\section*{Rigid ions and the optical modes of cubic ZnS: what electronic polarisation changes}

A rigid-ion force field gives each ion a fixed point charge and no internal degree of freedom, so its electrons cannot polarise. This page shows where that assumption enters the zone-centre optical frequencies, derives the correction, and sizes it for zinc-blende ZnS.

\subsection*{Conventions and the rigid-ion result}

The primitive cell has volume $v$ and holds one cation ($+q$) and one anion ($-q$) with reduced mass $\mu$. The relative displacement is $u=u_+-u_-$ along any fixed direction. $R$ is the short-range force constant for $u$, $E$ is the macroscopic field, and $K=\mu\omega^2$. The lattice is harmonic and the strain is clamped, which must be said because zinc blende is piezoelectric. The wavevector is small against the Brillouin zone and large against $\omega/c$, so $E=0$ for the transverse (TO) mode and $D=\varepsilon_0E+P=0$ for the longitudinal (LO) mode.

Displaced charges form a lattice of dipoles with polarisation $P_i=qu/v$. The field at an ion is the Lorentz field $E+P_i/3\varepsilon_0$. The surface of a spherical cavity supplies $P_i/3\varepsilon_0$. The dipoles inside the cavity contribute a traceless second-rank tensor, which vanishes at a tetrahedral site because there every such tensor is isotropic. Hence
\begin{equation}
\mu\ddot u=-Ru+q\left(E+\frac{P_i}{3\varepsilon_0}\right),\qquad P=P_i .
\label{eq:ri}
\end{equation}
With $\Delta=q^2/\varepsilon_0v$, the conditions $E=0$ and $E=-P/\varepsilon_0$ give
\begin{equation}
K_{TO}=R-\tfrac13\Delta,\qquad K_{LO}=R+\tfrac23\Delta .
\label{eq:rimodes}
\end{equation}
Rigidity is the statement $P=P_i$. It acts twice. In the force it leaves only displaced charges as sources of the local field. In $D=0$ it leaves the depolarising field unscreened, and for clamped ions it gives $P=0$, so $\varepsilon_\infty=1$.

Any real diatomic cubic insulator, with electrons that follow the ions adiabatically, obeys
\begin{equation}
\mu\ddot u=-K_{TO}u+Z^*eE,\qquad P=\frac{Z^*e\,u}{v}+\varepsilon_0(\varepsilon_\infty-1)E,
\label{eq:macro}
\end{equation}
where $\pm Z^*$ are the Born charges. Setting $D=0$ gives $E=-Z^*eu/\varepsilon_0\varepsilon_\infty v$, and setting $\ddot u=0$ gives the static constant:
\begin{equation}
K_{LO}-K_{TO}=\frac{Z^{*2}e^2}{\varepsilon_0\varepsilon_\infty v},\qquad
\varepsilon_s=\varepsilon_\infty+\frac{Z^{*2}e^2}{\varepsilon_0vK_{TO}}=\varepsilon_\infty\frac{K_{LO}}{K_{TO}} .
\label{eq:lst}
\end{equation}
The last form is the Lyddane--Sachs--Teller relation. A rigid-ion model matches the splitting only with $q=Z^*e/\sqrt{\varepsilon_\infty}$. Once both frequencies are fitted, its static constant is $K_{LO}/K_{TO}=\varepsilon_s/\varepsilon_\infty$.

\subsection*{Dropping the assumption}

Add an electronic polarisation $P_e$. To second order, the part of the energy per cell at given $E$ that depends on $u$ and $P_e$ is
\begin{equation}
U=\tfrac12Ru^2-\frac{vP_i^2}{6\varepsilon_0}+\frac{vP_e^2}{2\varepsilon_0\chi}-\gamma\frac{vP_iP_e}{\varepsilon_0}-vE\,(P_i+P_e).
\label{eq:U}
\end{equation}
The first two terms and the coupling $-vEP_i$ reproduce Eq.~\eqref{eq:ri}. The constant $\chi$ is the clamped-ion susceptibility, and $\gamma$ is the local-field factor between ions and electrons. Point dipoles on the ion sites have $\gamma=1/3$. An electronic polarisation that is uniform across the cell feels and creates only the macroscopic field, $\gamma=0$. Adiabatic electrons satisfy $\partial U/\partial P_e=0$, so $P_e=\chi(\varepsilon_0E+\gamma P_i)$. Inserting this into $-\partial U/\partial u$ and into $P=P_i+P_e$ yields Eq.~\eqref{eq:macro} with
\begin{equation}
\varepsilon_\infty=1+\chi,\qquad Z^*e=q(1+\gamma\chi),\qquad K_{TO}=R-\Delta\left(\tfrac13+\gamma^2\chi\right).
\label{eq:map}
\end{equation}
The splitting of Eq.~\eqref{eq:lst} becomes $\Delta(1+\gamma\chi)^2/(1+\chi)$. At fixed $q$ and $R$ the shifts from Eq.~\eqref{eq:rimodes} are therefore
\begin{equation}
\delta K_{TO}=-\gamma^2\chi\,\Delta,\qquad
\delta K_{LO}=-(1-\gamma)^2\frac{\chi}{1+\chi}\,\Delta .
\label{eq:shift}
\end{equation}
Neither mode can stiffen, because relaxing an extra coordinate lowers the energy at given $u$.

For point dipoles the microscopic parameter is the summed polarisability $\alpha=\alpha_++\alpha_-$, defined by $p=\alpha E_{\rm loc}$. Both sites see $E_{\rm loc}=E+P/3\varepsilon_0$. For clamped ions $P_e=(\alpha/v)(E+P_e/3\varepsilon_0)$, which gives the Clausius--Mossotti relation
\begin{equation}
x\equiv\frac{\alpha}{3\varepsilon_0v}=\frac{\varepsilon_\infty-1}{\varepsilon_\infty+2},\qquad \chi=\frac{3x}{1-x}.
\end{equation}
Equation~\eqref{eq:shift} with $\gamma=1/3$ then reads
\begin{equation}
K_{TO}=R-\frac{\Delta}{3(1-x)},\qquad K_{LO}=R+\frac{2\Delta}{3(1+2x)} .
\label{eq:pd}
\end{equation}
The first correction, linear in the polarisability, is
\begin{equation}
\delta K_{TO}^{(1)}=-\tfrac13x\Delta,\qquad \delta K_{LO}^{(1)}=-\tfrac43x\Delta ,
\label{eq:first}
\end{equation}
and it multiplies the splitting by $1-x$. The full factor on the splitting is
\begin{equation}
f=\frac{1}{(1-x)(1+2x)}=\frac{(\varepsilon_\infty+2)^2}{9\varepsilon_\infty}.
\end{equation}
It falls to a minimum of $8/9$ at $\varepsilon_\infty=2$, returns to 1 at $\varepsilon_\infty=4$ and grows beyond. The enhancement of the Born charge by the local field competes with the screening of the depolarising field. The power series of $K_{LO}$ in $x$ converges only for $x<1/2$, that is for $\varepsilon_\infty<4$.

\subsection*{Size in cubic ZnS}

Take these approximate, typical inputs: cubic lattice constant $a=0.541$~nm, $\nu_{TO}=8.2$~THz, $\nu_{LO}=10.5$~THz ($\omega=2\pi\nu$), $\varepsilon_\infty=5.1$, and masses 65.38~u and 32.06~u. All numbers below are the model's and come from unrounded intermediates. Then $\mu=21.51$~u $=3.572\times10^{-26}$~kg, $v=a^3/4=3.96\times10^{-29}$~m$^3$ and $e^2/\varepsilon_0v=73$~N/m. The frequencies give $K_{TO}=95$~N/m and $K_{LO}=155$~N/m.

The rigid-ion fit has $\Delta=61$~N/m, $q=0.91\,e$ and $R=K_{TO}+\Delta/3=115$~N/m. Equation~\eqref{eq:lst} gives $Z^*=2.1$. A rigid model with the formal charge $2e$ would make the splitting in $K$ 4.8 times the fitted one.

Now keep this $q$ and $R$ and switch on point dipoles with $\chi=4.1$, $x=0.58$.

\begin{center}
\begin{tabular}{lcc}
 & linear in $x$, Eq.~\eqref{eq:first} & full, Eq.~\eqref{eq:pd}\\ \hline
$\delta K_{TO}$ (N/m) & $-12$ & $-28$\\
$\delta K_{LO}$ (N/m) & $-47$ & $-22$\\
factor on the splitting & 0.42 & 1.10
\end{tabular}
\end{center}

The linear term is useless here. It is less than half of the TO shift, more than twice the LO shift, and it has the wrong sign for the change of the splitting, since $x$ lies outside the radius of convergence. The full correction moves the model's $\nu_{TO}$ to 6.9~THz, down by 16\,\%, and $\nu_{LO}$ to 9.7~THz, down by 7\,\%. The two shifts in $K$ are large and nearly equal, so the splitting hardly moves.

In practice one refits $q$ and $R$ to the same two frequencies. With $\Delta_0=K_{LO}-K_{TO}$, Eqs.~\eqref{eq:lst} and \eqref{eq:map} give
\begin{equation}
q=\frac{Z^*e}{1+\gamma\chi},\qquad R=K_{TO}+\varepsilon_\infty\Delta_0\,\frac{1/3+\gamma^2\chi}{(1+\gamma\chi)^2}.
\end{equation}
For $\gamma=1/3$ the charge is the Szigeti charge $3Z^*e/(\varepsilon_\infty+2)$, equal to the rigid-ion charge divided by $\sqrt f$.

\begin{center}
\begin{tabular}{lcccc}
model & $q/e$ & $R$ (N/m) & $\varepsilon_\infty$ & $\varepsilon_s$\\ \hline
rigid ion & 0.91 & 115 & 1 & 1.64\\
point dipoles, $\gamma=1/3$ & 0.87 & 138 & 5.1 & 8.4\\
uniform electrons, $\gamma=0$ & 2.1 & 198 & 5.1 & 8.4
\end{tabular}
\end{center}

With point dipoles the charge drops by 5\,\% and $R$ rises by 20\,\%. The closeness of the two charges is an accident of $\varepsilon_\infty$ lying near 4. For GaAs, with a typical $\varepsilon_\infty=10.9$, $f=1.70$ and the Szigeti charge lies 23\,\% below the rigid-ion charge.

\subsection*{The choice of $\gamma$ matters as much as the correction}

Valence electrons in a partly covalent tetrahedral crystal extend over the bonds and are not point dipoles. Overlap forces also deform the electron cloud when the ions move, which adds another term bilinear in $u$ and $P_e$ to Eq.~\eqref{eq:U} and so changes the effective $\gamma$. The size of this uncertainty shows in the case $\gamma=0$. At the rigid-ion $q$ and $R$ it gives $\delta K_{TO}=0$ and $\delta K_{LO}=-49$~N/m, so $\nu_{LO}=8.7$~THz. After the refit $R$ lies 72\,\% above the rigid-ion value. The two values of $\gamma$ are illustrations and not bounds. For given $\varepsilon_\infty$ the two frequencies fix $Z^*$ and $K_{TO}$, two numbers, while the model has three, $q$, $\gamma$ and $R$. Zone-centre optics therefore cannot yield a static ionic charge.

\subsection*{What to take into force-field work}

The fitted $0.91\,e$ is a Born charge divided by $\sqrt{\varepsilon_\infty}$. It says nothing about how many electrons left the zinc atom. It also differs from the Callen charge $Z^*e/\varepsilon_\infty=0.40\,e$, which sets the LO field in $E=-(Z^*e/\varepsilon_\infty)u/\varepsilon_0v$.

$R$ is not a property of the repulsion alone, because it has absorbed the electronic softening. A short-range potential must be refitted when shells or dipoles are added.

Screening is where the rigid model fails. Two charged defects with true charges $Q$ at a large distance $r$ interact in the relaxed rigid-ion crystal as $Q^2\varepsilon_\infty/4\pi\varepsilon_0\varepsilon_sr$, too strongly by the factor $\varepsilon_\infty$. Scaling the defect charges to $Q/\sqrt{\varepsilon_\infty}$, like the lattice charges, restores $Q^2/4\pi\varepsilon_0\varepsilon_sr$. The entry 8.4 in the table is only Eq.~\eqref{eq:lst} applied to the inputs, so it is the same for every $\gamma$ and tests neither polarisable model. The rigid-ion model's 1.64 lies about a factor of five below the static constant of roughly 8 to 9 that is typical of cubic ZnS.